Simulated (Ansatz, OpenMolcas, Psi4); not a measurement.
How methods differ on CH2GeN (SMILES N#[C][GeH2])

CH2GeN: 5 atoms, total charge 0, spin state doublet. As SMILES, `N#[C][GeH2]`. The coordinates come from a PBE0-D4/def2-TZVP relaxation.

| atom | x (Å) | y (Å) | z (Å) |
| --- | --- | --- | --- |
| N | 1.5907 | -1.0293 | 1.2932 |
| C | 0.8384 | -0.5359 | 0.5704 |
| Ge | -0.3159 | 0.2414 | -0.7401 |
| H | -1.6589 | -0.4980 | -0.6959 |
| H | -0.4043 | 1.7484 | -0.4689 |

Quantity: the electronic atomisation energy, in eV. The values are calculated. Electronic energies at fixed atoms, without zero-point motion or spin-orbit coupling.

```tsv
level	kind	program	value (eV)	CPU time (all runs)
UHF/def2-SVPD	Hartree–Fock	Psi4	11.80	25 s
USVWN5/def2-SVPD	LDA	OpenMolcas	20.89	62 s
UBLYP/def2-SVPD	GGA	Ansatz	18.06	12 s
U-r2SCAN/def2-SVPD	meta-GGA	Ansatz	17.88	42 s
U-r2SCAN0/def2-SVPD	hybrid meta-GGA	Ansatz	17.34	38 s
U-wB97X/def2-SVPD	range-separated hybrid	Ansatz	17.90	58 s
UPBE-QIDH/def2-SVPD	double hybrid	Ansatz	17.54	18 s
RPA@PBE0/def2-SVPD	RPA	Ansatz	16.39	24 s
UCCSD/def2-SVPD	coupled cluster or CI	Ansatz	16.46	67 s
```

All-electron rows without a relativistic Hamiltonian named are non-relativistic. Correlated wave functions underbind in double-zeta sets. The values span 11.80 to 20.89 eV. In the correlated wave-function rows the outer d shell of Ge is correlated, in sets not made for it. CPU times are rough (shared hosts, several kinds of processor and program).

Electron correlation supplies a large part of the binding in this radical. Hartree–Fock gives only 11.80 eV, against 16.46 eV with UCCSD. Atomisation turns bonding pairs into unpaired electrons on separate atoms, so correlation between electrons sharing a bond is lost. The loss is especially large for the cyano group, where several pairs occupy the same short C–N region.

LDA errs in the opposite direction, at 20.89 eV. Its uniform-gas exchange and correlation treat the compact, inhomogeneous densities of free atoms less well than the smoother density of the molecule, hence its familiar overbinding. Gradient corrections remove much of this excess, as the UBLYP value of 18.06 eV shows.

The closeness of RPA and UCCSD is not evidence of convergence, since RPA commonly underbinds molecules and UCCSD omits connected triple excitations, which matter for multiple bonds. The density functionals beyond LDA all lie above this pair, but that alone does not show that they overbind. Nor does a total atomisation energy reveal the strength of the Ge–C bond.
